# Depth resolution and the missing cone in STEM optical sectioning

A through-focal series of annular dark-field (ADF) STEM images forms a 3D data set. This page derives which spatial frequencies of the specimen it contains. The results are the depth of focus for one atom, the boundary of the 3D transfer function and the elongation of extended objects.

## Conventions and premises

- $z$ runs along the beam and is measured from the focal plane. $\mathbf r$ is the lateral position.
- Spatial frequencies carry no $2\pi$: a plane wave is $e^{2\pi i(\mathbf k\cdot\mathbf r+k_zz)}$. A ray at small angle $\theta$ has $k=\theta/\lambda$.
- $\alpha$ is the convergence semi-angle and $k_0=\alpha/\lambda$ is the aperture radius.

**P1, paraxial optics.** $\alpha\ll1$.

**P2, ideal probe.** The aperture is a uniformly filled circle, $A(\mathbf k)=1$ for $k\le k_0$ and 0 outside. There are no aberrations, the source is a point and the beam is monochromatic.

**P3, free propagation.** The specimen does not reshape the probe.

**P4, incoherent signal.** Each atom adds a signal proportional to the probe intensity at its site. An atom at $(\mathbf r_j,z_j)$ scatters into direction $\mathbf K$ the sum over the aperture of $f(\mathbf K-\mathbf k)$ times the incident partial wave. When the detector angles are much larger than $\alpha$, the scattering factor $f$ changes little across the aperture and comes out of the sum, which leaves $f(\mathbf K)\,\psi(\mathbf r_j,z_j)$. Cross terms between atoms are assumed to be removed by integration over a wide detector and by thermal motion.

With object function $O$ and probe intensity $P=|\psi|^2$, the image at scan position $\mathbf R$ and focus $Z$ is

$$I(\mathbf R,Z)=\int O(\mathbf r,z)\,P(\mathbf r-\mathbf R,\,z-Z)\,d^2r\,dz .$$

## Step 1: the probe near focus

Every partial wave has a wavevector of length $1/\lambda$, so its axial component is

$$\sqrt{\lambda^{-2}-k^2}=\frac1\lambda-\frac{\lambda k^2}{2}-\frac{\lambda^3k^4}{8}-\dots$$

The first term is a common phase that cancels in $|\psi|^2$, and P1 drops the third. With the norm $\int P\,d^2r=1$,

$$\psi(\mathbf r,z)=\frac{1}{\sqrt{\pi k_0^2}}\int A(\mathbf k)\,e^{2\pi i\mathbf k\cdot\mathbf r}\,e^{-i\pi\lambda zk^2}\,d^2k .$$

The factor that depends on $z$ has modulus one, so by Parseval's theorem the norm is the same in every plane. Since $A$ is real, $\psi(-\mathbf r,-z)=\psi^*(\mathbf r,z)$. Thus $P$ is even under inversion, the image is a convolution, and $\tilde I=\tilde O\,H$, where $H(\mathbf k,k_z)$ is the 3D Fourier transform of $P$.

## Step 2: intensity on the axis

Set $\mathbf r=0$ and $u=k^2/k_0^2$, so that $d^2k=\pi k_0^2\,du$ after the angular integral. The phase becomes $\pi\lambda zk_0^2u=2xu$ with

$$x=\frac{\pi\alpha^2z}{2\lambda}.$$

Then

$$\psi(0,z)=\sqrt{\pi k_0^2}\int_0^1e^{-2ixu}\,du=\sqrt{\pi k_0^2}\;\frac{1-e^{-2ix}}{2ix}=\sqrt{\pi k_0^2}\;e^{-ix}\,\frac{\sin x}{x},$$

$$P(0,z)=\pi k_0^2\left[\frac{\sin x}{x}\right]^2 .$$

By P4 this is the through-focal signal of a point scatterer with the probe centred on it. The first zeros lie at $x=\pm\pi$, that is $z=\pm2\lambda/\alpha^2$. The half maximum lies at the root $x_{1/2}=1.3916$ of $\sin^2x=x^2/2$, so the full width at half maximum (FWHM) is

$$\Delta z_{\rm point}=\frac{4x_{1/2}}{\pi}\,\frac{\lambda}{\alpha^2}=1.772\,\frac{\lambda}{\alpha^2}.$$

In the focal plane the same integral gives the Airy amplitude $2J_1(\nu)/\nu$ with $\nu=2\pi k_0r$, whose intensity has FWHM $0.514\,\lambda/\alpha$. The axial width carries one more power of $1/\alpha$ because defocus enters through $k^2$.

## Step 3: the 3D transfer function

Write the intensity as a double integral over pairs of aperture points:

$$P=\frac1{\pi k_0^2}\iint A(\mathbf k_1)A(\mathbf k_2)\,e^{2\pi i(\mathbf k_1-\mathbf k_2)\cdot\mathbf r}\,e^{-i\pi\lambda z(k_1^2-k_2^2)}\,d^2k_1\,d^2k_2 .$$

Each pair makes one fringe, with lateral frequency $\mathbf k=\mathbf k_1-\mathbf k_2$ and axial frequency $k_z=-\lambda(k_1^2-k_2^2)/2$. Change variables, with unit Jacobian, to $\mathbf k$ and the midpoint $\mathbf q=(\mathbf k_1+\mathbf k_2)/2$. Then $k_1^2-k_2^2=2\,\mathbf q\cdot\mathbf k$, and

$$H(\mathbf k,k_z)=\frac1{\pi k_0^2}\int A(\mathbf q+\tfrac12\mathbf k)\,A(\mathbf q-\tfrac12\mathbf k)\,\delta(k_z+\lambda\,\mathbf q\cdot\mathbf k)\,d^2q .$$

This is the autocorrelation of the cap of the Ewald sphere that the aperture fills.

Split $\mathbf q$ into $q_\parallel$ along $\mathbf k$ and $q_\perp$ across it. The two aperture conditions are $(q_\parallel\pm k/2)^2+q_\perp^2\le k_0^2$, and the stricter one is $(|q_\parallel|+k/2)^2+q_\perp^2\le k_0^2$. The delta function fixes $|q_\parallel|=|k_z|/(\lambda k)$ and contributes a factor $1/(\lambda k)$. The $q_\perp$ integral is the length of the allowed chord:

$$H(k,k_z)=\frac{2}{\pi k_0^2\,\lambda k}\sqrt{k_0^2-\left(\frac k2+\frac{|k_z|}{\lambda k}\right)^2},$$

and $H=0$ where the radicand is negative. The chord exists when $|k_z|/(\lambda k)\le k_0-k/2$, which gives the support

$$|k_z|\le\alpha k\left(1-\frac{\lambda k}{2\alpha}\right),\qquad 0\le k\le\frac{2\alpha}{\lambda}.$$

The derivative of the bound, $\alpha-\lambda k$, vanishes at $k=k_0$, where

$$k_z^{\max}=\frac{\alpha^2}{2\lambda}.$$

That extreme fringe comes from the axial ray interfering with a marginal ray. The shortest axial period in the data is $2\lambda/\alpha^2$, and the lateral cutoff exceeds the axial one by the factor $4/\alpha$.

Two projections tie $H$ to known functions. Integration over $k_z$ gives the in-focus 2D transfer function, with $\eta=k/2k_0$:

$$T(\eta)=\frac2\pi\left[\arccos\eta-\eta\sqrt{1-\eta^2}\right].$$

Integration over $\mathbf k$ gives the spectrum of $P(0,z)$. On the axis, $k_z=-t\,k_z^{\max}$ with $t=u_1-u_2$, and the difference of two uniform variables on $[0,1]$ has the density $1-|t|$. Its transform reproduces Step 2:

$$\int_{-1}^{1}(1-|t|)\cos(2xt)\,dt=\frac{\sin^2x}{x^2}.$$

## Step 4: the missing cone

For $k\ll k_0$ the bound becomes $|k_z|\le\alpha k$. Near the origin the data fill only the directions within an angle $\alpha$ of the plane $k_z=0$. The double cone about the $k_z$ axis, with half-angle $90^\circ-\alpha$, is empty. Three consequences follow.

1. At $k=0$ only $k_z=0$ is transferred. A laterally uniform layer gives the same signal at every focus, because the whole probe current crosses it in any case.
2. Depth information belongs to a lateral frequency. It is greatest at $k=k_0$ and vanishes at both $k=0$ and $k=2k_0$.
3. Aberrations put a phase on $A$ but leave the set of pairs unchanged, so they cannot enlarge the support. Linear deconvolution cannot restore frequencies where $H=0$. Filling them needs prior knowledge, tilting or a larger $\alpha$.

## Step 5: elongation of an extended object

An object of width $d\gg\lambda/\alpha$ has its spectrum at $k\lesssim1/d\ll k_0$, so its image holds only $|k_z|\lesssim\alpha/d$ and extends over a depth of order $d/\alpha$. The prefactor follows from $H$. Drop $k/2$ against $k_0$:

$$H\to\frac{2}{\pi\alpha k}\sqrt{1-\left(\frac{k_z}{\alpha k}\right)^2}.$$

Transform back in $k_z$ with $\int_{-1}^1\sqrt{1-y^2}\cos(wy)\,dy=\pi J_1(w)/w$:

$$\int H\,e^{2\pi ik_zz}\,dk_z=\frac{2J_1(2\pi k\rho)}{2\pi k\rho},\qquad\rho=\alpha|z| .$$

This is the 2D transform of a uniform disc of radius $\rho$ and unit integral, the ray cone of geometrical optics. The object's own thickness, at most of order $d$, is a fraction $\alpha$ of $d/\alpha$ and is neglected, so only its projected profile $g(r)$, scaled to $g(0)=1$, matters. With the probe over the centre, the signal is the mean of $g$ over the disc:

$$S(z)=\frac{2}{\rho^2}\int_0^{\rho}g(r)\,r\,dr .$$

- **Thin disc, diameter $d$.** $S=1$ for $\rho\le d/2$, a flat top of length $d/\alpha$. Beyond it $S=(d/2\rho)^2$, which is 1/2 at $\rho=d/\sqrt2$.
- **Sphere, diameter $d$.** $g=\sqrt{1-4r^2/d^2}$. For $\rho\ge d/2$ the integral is $d^2/12$, so $S=d^2/6\rho^2$. This is 2/3 at the rim and 1/2 at $\rho=d/\sqrt3$.
- **Gaussian, FWHM $d$.** With $g=e^{-r^2/2\sigma^2}$, $d=2\sigma\sqrt{2\ln2}$ and $p=\rho^2/2\sigma^2$, $S=(1-e^{-p})/p$. This is 1/2 at $p=1.594$.

The axial FWHM is $2\rho_{1/2}/\alpha$:

| Object | Closed form | FWHM in units of $d/\alpha$ |
|---|---|---|
| sphere | $2/\sqrt3$ | 1.15 |
| thin disc | $\sqrt2$ | 1.41 |
| Gaussian | $\sqrt{p/\ln2}$ | 1.52 |

The rule $\Delta z\approx d/\alpha$ therefore sets the scale and falls somewhat below the FWHM for all three shapes. The tails decay only as $1/z^2$.

## Step 6: finite source, finite atom and energy spread

These departures from P2 and P4 act as incoherent blurs, so they multiply $H$ and keep its support.

Model the demagnified source, vibration and the width of the atom's scattering region together as a normalised lateral Gaussian of standard deviation $\sigma$. It weights each pair by $e^{-2\pi^2\sigma^2|\mathbf k_1-\mathbf k_2|^2}$. An electron with energy offset $\delta E$ focuses at an offset $C_c\,\delta E/E_0$, a relation that here defines $C_c$ for kinetic energy $E_0$. A Gaussian energy spread convolves $P$ along $z$ with standard deviation $\sigma_z$ and weights each pair by $e^{-2\pi^2\sigma_z^2k_z^2}$.

Put $u=k_1^2/k_0^2$ and $v=k_2^2/k_0^2$, so $|\mathbf k_1-\mathbf k_2|^2=k_0^2(u+v-2\sqrt{uv}\cos\phi)$. The average over the relative azimuth $\phi$ gives the modified Bessel function $I_0$. The imaginary part is odd under $u\leftrightarrow v$ and cancels. In units of $\pi k_0^2$, the signal on top of the atom is

$$S(x)=\int_0^1\!\!\int_0^1\cos[2x(u-v)]\;e^{-s(u+v)}\,I_0(2s\sqrt{uv})\;e^{-b(u-v)^2}\,du\,dv,$$

with $s=2\pi^2\sigma^2k_0^2$ and $b=2\pi^2\sigma_z^2(k_z^{\max})^2$. For $s=b=0$ it returns $\sin^2x/x^2$.

## Range of validity

Sizes are quoted for 100 kV and 30 mrad, where $\lambda=3.701$ pm and $k_0=8.105$ nm$^{-1}$ (next section).

**Paraxial step.** The dropped term is a fraction $\alpha^2/4=2\times10^{-4}$ of the kept one at the aperture edge. Its phase $\pi|z|\alpha^4/4\lambda$ is $1.7\times10^{-3}$ rad at 10 nm defocus, which is negligible.

**Residual spherical aberration.** The factor $e^{-i\chi}$ with $\chi=\tfrac\pi2C_3\lambda^3k^4=\chi_0u^2$ has $\chi_0=\pi C_3\alpha^4/2\lambda$. The total phase $2xu+\chi_0u^2$ has least variance over $u$ at $2x=-\chi_0$, so best focus moves to $z=-C_3\alpha^2/2$. The remaining variance is $\chi_0^2/180$, which to lowest order is the fractional loss of peak intensity. For an assumed $C_3=1$ µm, $\chi_0=0.34$ rad, the shift is 0.45 nm toward the lens and the loss is $7\times10^{-4}$. P2 needs $\chi_0$ below about 1 rad.

**Object size.** The point result needs $d\ll\lambda/\alpha$ and the geometric result needs $d\gg\lambda/\alpha$. Between them the full $H$ is required.

**Channelling.** P3 is the weak premise in a crystal on a zone axis. Estimate the phase that one Si atom gives a probe focused on it. Assume a screened Coulomb potential $V=(Ze/4\pi\varepsilon_0r_3)\,e^{-r_3/a}$, with $r_3$ the distance from the nucleus, $Z=14$ and $a=a_0Z^{-1/3}=0.0220$ nm. Its projection along $z$ has the 2D transform $(Zea^2/\varepsilon_0)/(1+4\pi^2a^2k^2)$, with $Zea^2/\varepsilon_0=0.122$ V nm$^3$. The average over the in-focus intensity is the $\mathbf k$ integral of this transform times $T$, so the mean phase is

$$\bar\varphi=\sigma_e\,\frac{Zea^2}{\varepsilon_0}\,\pi k_0^2\,G,\qquad G=8\int_0^1\frac{\eta\,T(\eta)}{1+\beta\eta^2}\,d\eta,\qquad\beta=16\pi^2a^2k_0^2 .$$

Here $\beta=5.0$ and $G=0.54$. The interaction constant at accelerating voltage $U$ is $\sigma_e=\dfrac{2\pi}{\lambda U}\,\dfrac{mc^2+eU}{2mc^2+eU}=9.24\times10^{-3}$ V$^{-1}$ nm$^{-1}$, and $\bar\varphi=0.12$ rad per atom. With a typical Si lattice parameter of 0.543 nm, atoms along a $\langle110\rangle$ column are 0.384 nm apart, so 19 of them lie within the 7.29 nm depth of focus. The accumulated phase is about 2 rad. The figure is rough, since the model atom is crude and the probe widens away from focus, but it is of order one. The attractive column acts as a distributed converging lens, and the convolution model cannot be quantitative for a probe on a column in a foil as thick as the depth of focus. It holds best in amorphous material, away from zone axes, and within the first few nanometres below the entrance surface.

**Resolution and precision.** The FWHM governs the separation of two atoms at the same lateral position. The peak of one isolated atom can be located more finely, within the limits set by counting noise, drift and channelling bias.

## Numerical illustration: Bi in Si at 100 kV, 30 mrad

A Bi atom scatters far more strongly to high angles than a Si atom and stands in for the point object. The relativistic wavelength is

$$\lambda=\frac{h}{\sqrt{2meU\,(1+eU/2mc^2)}}=3.701\ \text{pm}.$$

| Quantity | Expression | Value |
|---|---|---|
| aperture radius | $\alpha/\lambda$ | 8.105 nm$^{-1}$ |
| lateral scale | $\lambda/\alpha$ | 0.123 nm |
| lateral FWHM | $0.514\,\lambda/\alpha$ | 0.063 nm |
| axial scale | $\lambda/\alpha^2$ | 4.11 nm |
| axial FWHM, point | $1.772\,\lambda/\alpha^2$ | 7.29 nm |
| lateral cutoff | $2\alpha/\lambda$ | 16.2 nm$^{-1}$ |
| axial cutoff | $\alpha^2/2\lambda$ | 0.122 nm$^{-1}$ |
| shortest axial period | $2\lambda/\alpha^2$ | 8.23 nm |
| ratio of cutoffs | $4/\alpha$ | 133 |
| missing-cone half-angle | $90^\circ-\alpha$ | 88.3° |

The ideal image of one Bi atom is a needle 115 times longer than it is wide.

For Step 6, assume a lateral blur of FWHM 0.06 nm, $C_c=1.3$ mm and an energy spread of FWHM 0.3 eV, values of the kind found with a cold field emitter. The focal spread has FWHM 3.9 nm, more than half the ideal depth of focus. Dividing each FWHM by $2\sqrt{2\ln2}$ gives $s=0.842$ and $b=0.800$. Solving $S(x)=S(0)/2$ numerically gives the model's widths:

| Case | Axial FWHM |
|---|---|
| ideal probe, point atom | 7.29 nm |
| lateral blur only | 7.6 nm |
| energy spread only | 8.1 nm |
| both | 8.4 nm |

Together the blurs add 15 per cent.

Extended features fare much worse. An assumed spherical Bi-rich cluster with $d=2$ nm has $d/\alpha=67$ nm and an axial FWHM of 77 nm. The sphere formula meets the point value at $d=0.19$ nm, which marks the crossover, although neither limit is accurate there. A uniformly doped plane, viewed along its normal at frequencies too low to resolve the individual atoms, shows no depth contrast at all.

The 8.4 nm is the model's number for free propagation with assumed instrument inputs. A substitutional Bi atom sits on a Si column, where the lens action of the column pulls the real focus toward the entrance surface, so the signal peaks at a nominal focus deeper than the atom. In zone-axis foils some tens of nanometres thick, typical behaviour is a displacement of a few nanometres, a sizeable fraction of the width, with an asymmetric profile. The model then understates the depth uncertainty, and depth assignment requires a multislice or Bloch-wave simulation of the through-focal series.